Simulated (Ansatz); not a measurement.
# Decay constant of the tunnelling density against sample bias on stepped Ta(210) (PBE-D3(BJ)) and Ta(211) (PBE)

The usual rule of thumb in scanning tunnelling microscopy is that the current falls about tenfold for each ångström of retraction, whatever the bias. Problem: test this rule on Ta(210) and Ta(211), and find κ for Ta(210) at +0.7 V. The answer matters wherever a local work function or a tip height is derived from the measured decay of a current, since a bias-dependent κ would be misread as a change of the surface. The calculated quantity is the decay constant of the mean density of all states between the Fermi level and the bias, 3 to 5 Å above the top atom. It is compared with κ₀, the free-electron value at the upper edge of that window.

## Set-up

Ansatz 0.2.0, plane-wave Kohn-Sham DFT with its default PAW datasets at cutoffs of 420 eV, level as listed. Slabs and stacks are built by hand and relaxed; a single point with 17 Å of vacuum, a dipole correction, Fermi-Dirac smearing of 0.05 eV and meshes of 18 to 20 points along the first in-plane vector gives the density of the states between the Fermi level and the sample bias. Its planar mean n(z) is fitted as exp(−2κz) between 3 and 5 Å above the top atom. Spin-paired, no spin-orbit coupling.

Notes on method and selection:

- A free electron at the Fermi level with no momentum along the surface decays with κ₀ = 0.5123·√Φ Å⁻¹, Φ in eV; momentum along the surface raises κ, and the slow approach of the potential to the vacuum level lowers it.
- The tip is left out (Tersoff-Hamann).
- Slabs this thin have discrete subbands, so κ depends on which of them fall in the window.
- Windows narrower than 0.1 V hold too few states on these meshes and are not listed; a blank corrugation was not computed at that height.
- Runs in which the search for lower states was switched off are not listed.
- Work functions and vacuum levels are read from the electrostatic potential (Hartree and local ionic parts), which a warning of a rough exchange-correlation potential in thin density does not concern.
- Sites and patterns name the starting structure; atoms can leave their sites in the relaxation.
- The default PAW datasets of this version of Ansatz are the set soft_2.
- Runs that did not converge, have known faults or may not be shown are not listed, and runs on Ansatz's PAW sets soft_1 and soft_2 are kept to separate tables.

Columns:

- bias (V): sample bias; negative images filled states.
- κ₀ of window top (Å⁻¹): 0.5123·√(Φ − E) for the highest energy E in the window, from the Fermi level.
- κ (Å⁻¹): decay constant κ of the window's density.
- corrugation (Å): corrugation at constant current, set to the mean density at the first listed height.

## Table of results

```
member  surface                                 bias (V)  κ₀ of window top (Å⁻¹)  κ (Å⁻¹)  corrugation (Å)
−1.5 V  Ta(210) (PBE-D3(BJ), Φ 4.09 eV, 3.5 Å)  −1.5      1.036                   1.104    0.554
−0.7 V  Ta(210) (PBE-D3(BJ), Φ 4.09 eV, 3.5 Å)  −0.7      1.036                   1.071    0.604
−0.2 V  Ta(210) (PBE-D3(BJ), Φ 4.09 eV, 3.5 Å)  −0.2      1.036                   1.049    0.769
+0.2 V  Ta(210) (PBE-D3(BJ), Φ 4.09 eV, 3.5 Å)  0.2       1.011                   1.056    0.821
+0.7 V  Ta(210) (PBE-D3(BJ), Φ 4.09 eV, 3.5 Å)  0.7       0.944                   ?        ?
+1.5 V  Ta(210) (PBE-D3(BJ), Φ 4.09 eV, 3.5 Å)  1.5       0.825                   0.927    1.105
−1.2 V  Ta(211) (PBE, Φ 3.96 eV, 3 Å)           −1.2      1.019                   1.092    0.501
−0.4 V  Ta(211) (PBE, Φ 3.96 eV, 3 Å)           −0.4      1.019                   1.072    0.685
+0.4 V  Ta(211) (PBE, Φ 3.96 eV, 3 Å)           0.4       0.967                   0.983    0.652
+1.2 V  Ta(211) (PBE, Φ 3.96 eV, 3 Å)           1.2       0.851                   0.955    0.998
```

Cells marked ? are withheld until the estimate has been made.

## What drives the series

Solution, first part. The density falls by a factor exp(2κ) per ångström. On Ta(210) this is exp(2 × 1.104) = 9.1 at −1.5 V and exp(2 × 0.927) = 6.4 at +1.5 V, so the rule holds roughly at the negative end of the range and overstates the decay at the positive end. From the most negative to the most positive bias, κ changes by (0.927 − 1.104) / 3.0 = −0.059 Å⁻¹ per volt on Ta(210) and by (0.955 − 1.092) / 2.4 = −0.057 Å⁻¹ per volt on Ta(211).

The cause is the barrier that each state meets, and it acts differently on the two sides of zero bias. At negative bias the upper edge of the window stays at the Fermi level and κ₀ is constant. A wider window only adds deeper states, which face a higher barrier, and κ rises on Ta(210) from 1.049 Å⁻¹ at −0.2 V to 1.104 Å⁻¹ at −1.5 V. At positive bias the upper edge itself climbs towards the vacuum level. Between +0.2 and +1.5 V κ₀ falls by 0.186 Å⁻¹ and κ by 0.129 Å⁻¹; κ lags because the window still holds the lower, faster-decaying states.

In every row shown κ lies above κ₀, by 0.013 to 0.104 Å⁻¹. Lower-lying states and momentum along the surface both act in this direction.

The fall is not smooth. On Ta(210) κ rises by 0.007 Å⁻¹ from −0.2 to +0.2 V, while on Ta(211) it drops by 0.089 Å⁻¹ from −0.4 to +0.4 V, more than the 1.019 − 0.967 = 0.052 Å⁻¹ by which κ₀ falls. Discrete subbands of the thin slabs entering or leaving the window are a possible reason.

The two faces are not ranked, because their functionals differ as well. Face and functional together shift κ₀ at the Fermi level by 1.036 − 1.019 = 0.017 Å⁻¹.

## Estimating the withheld member

Plain estimates from the members shown:

- +0.7 V (Ta(210) (PBE-D3(BJ), Φ 4.09 eV, 3.5 Å)), straight-line interpolation between +0.2 V and +1.5 V: w = (0.7 − 0.2) / (1.5 − 0.2) = 0.385, so 1.056 + 0.385 × (0.927 − 1.056) = 1.006 Å⁻¹

Solution, second part. The straight line between +0.2 and +1.5 V is the chosen route, since both neighbours belong to the same slab and functional and both windows open upwards from the Fermi level. It gives 1.006 Å⁻¹.

The barrier argues for a small upward shift, because κ₀ follows a square root and bends downwards with bias. A straight line through its values at the two neighbours gives 1.011 − 0.385 × 0.186 = 0.939 Å⁻¹ at +0.7 V, against the listed 0.944 Å⁻¹. The shift of 0.005 Å⁻¹ would take the estimate to 1.011 Å⁻¹, which is the same value after rounding to two decimals.

The error bar comes from applying the same interpolation to each shown member that has a neighbour on both sides. Calculated minus interpolated κ is +0.001 Å⁻¹ at −0.7 V, −0.014 at −0.2 V and +0.036 at +0.2 V on Ta(210), and +0.035 at −0.4 V and −0.031 at +0.4 V on Ta(211). The root mean square is 0.027 Å⁻¹, several times the shift from the curved barrier. The larger misses belong to intervals that cross zero bias, which the present one does not, but with so few tests the full scatter is kept and rounded to 0.03 Å⁻¹.

**Committed estimate, +0.7 V (Ta(210) (PBE-D3(BJ), Φ 4.09 eV, 3.5 Å)): κ = 1.01 ± 0.03 Å⁻¹.**

## Outcome

```
member  surface                                 bias (V)  κ₀ of window top (Å⁻¹)  κ (Å⁻¹)  corrugation (Å)
+0.7 V  Ta(210) (PBE-D3(BJ), Φ 4.09 eV, 3.5 Å)  0.7       0.944                   1.000    0.965
```

```
member                                           estimate       κ (Å⁻¹)  computed  estimate − computed  miss in error bars
+0.7 V (Ta(210) (PBE-D3(BJ), Φ 4.09 eV, 3.5 Å))  committed      1.010    1.000     +0.010               0.3
+0.7 V (Ta(210) (PBE-D3(BJ), Φ 4.09 eV, 3.5 Å))  interpolation  1.006    1.000     +0.006
```

Check of the solution. The calculated κ at +0.7 V is 1.000 Å⁻¹. The estimate of 1.01 Å⁻¹ is too high by 0.010 Å⁻¹, well inside its error bar of 0.03 Å⁻¹. The plain interpolation, too high by 0.006 Å⁻¹, came slightly nearer.

Interpolating within the positive branch worked in this one case. The agreement does not test the calculated κ itself. Every run used here carries a warning of a rough exchange-correlation potential in thin density. In the set-up I set it aside for the work functions only, but κ is fitted in the thin density above the surface, where this potential acts on the tails of the states. Its effect on κ was not tested and is not part of the error bar. The upward correction for the curved barrier did not help: the calculated value lies below the straight line, not above it. Both the correction and the miss are far smaller than the scatter of the method, so this says nothing against the square-root law.

The result fits the picture of a barrier that falls as the window opens upwards. From +0.2 to +0.7 V, κ drops by 1.056 − 1.000 = 0.056 Å⁻¹, and κ₀ at the upper edge by 1.011 − 0.944 = 0.067 Å⁻¹. A somewhat smaller drop in κ is expected, because the lower states remain in the window.

As the cause of the whole series, however, the barrier was put too strongly in my first part. The Ta(211) windows narrower than 0.1 V, which the table leaves out, do not follow it. On the filled side such a window has a higher κ than those at −0.4 and −1.2 V, so adding deeper states can also lower κ, despite their higher barrier. On the empty side its κ is slightly below that at +0.4 V, although κ₀ falls in between. These windows hold few states and their κ is uncertain. Still, the barrier is only one influence, beside momentum along the surface and the subbands that happen to fall in the window.

## Exceptions

A least-squares line of κ against bias through all ten rows, with a slope of roughly −0.059 Å⁻¹ per volt, leaves two of these rows farthest off, both with fairly narrow windows at positive bias. The unlisted Ta(211) windows narrower than 0.1 V lie farther from this line than either.

Ta(210) at +0.2 V lies highest, roughly 0.04 Å⁻¹ above the line. Its κ even exceeds the 1.036 Å⁻¹ of a free electron at the Fermi level, although the window holds only states from that level upwards. Barrier height alone would put κ below this value, so momentum along the surface is the likeliest reason. No other row at positive bias exceeds the Fermi-level κ₀ of its own slab.

Ta(211) at +0.4 V lies lowest, roughly 0.02 Å⁻¹ below the line. Its κ falls between the free-electron values at the two edges of the window, 1.019 and 0.967 Å⁻¹, but this does not show that its states have little momentum along the surface. Between 3 and 5 Å the potential is still approaching the vacuum level, which lowers κ and can hide the rise due to momentum. In the unlisted narrow empty-state window of the same slab κ even lies below κ₀ of the window top, as expected only if the barrier there is lower than the vacuum level. How the two effects balance at +0.4 V was not determined, so the cause of this low κ stays open. With slabs this thin, neither departure should be taken as a property of the thick crystal's surface.

## Closing remarks

Between −1.5 and +1.5 V, κ is lower for the wide empty-state windows than for the filled-state ones on both slabs. Among the listed windows, interpolation between neighbouring biases of one slab typically misses by about 0.03 Å⁻¹, against a scatter of 0.06 Å⁻¹ about the mean of all listed rows. This error does not carry over to windows narrower than 0.1 V, where interpolation on Ta(211) misses by more. Nor does it include the untested effect of the rough exchange-correlation potential on κ.

In practical units, the apparent barrier (κ / 0.5123)² on Ta(210) is (1.104 / 0.5123)² = 4.64 eV at −1.5 V and (0.927 / 0.5123)² = 3.27 eV at +1.5 V, although Φ is 4.09 eV in both cases.

These figures hold without the field of a tip, which is a serious omission. With a tip of equal work function, half the bias is added to the mean barrier at positive bias and taken from it at negative bias. A small change δΦ of the barrier changes κ by 0.5123² × δΦ / (2κ), from the square-root law. At 1.5 V, with κ near 1.0 Å⁻¹, this is roughly 0.5123² × (1.5 / 2) / (2 × 1.0) ≈ 0.1 Å⁻¹, up and down respectively. The two shifts together are as large as the calculated difference, so a real junction could show almost none of it.

[Logs are printed without paths, hosts, clocks, repeated set-up lines and the standing remarks that a program may print on its own settings, such as how far it seeks lower states.]
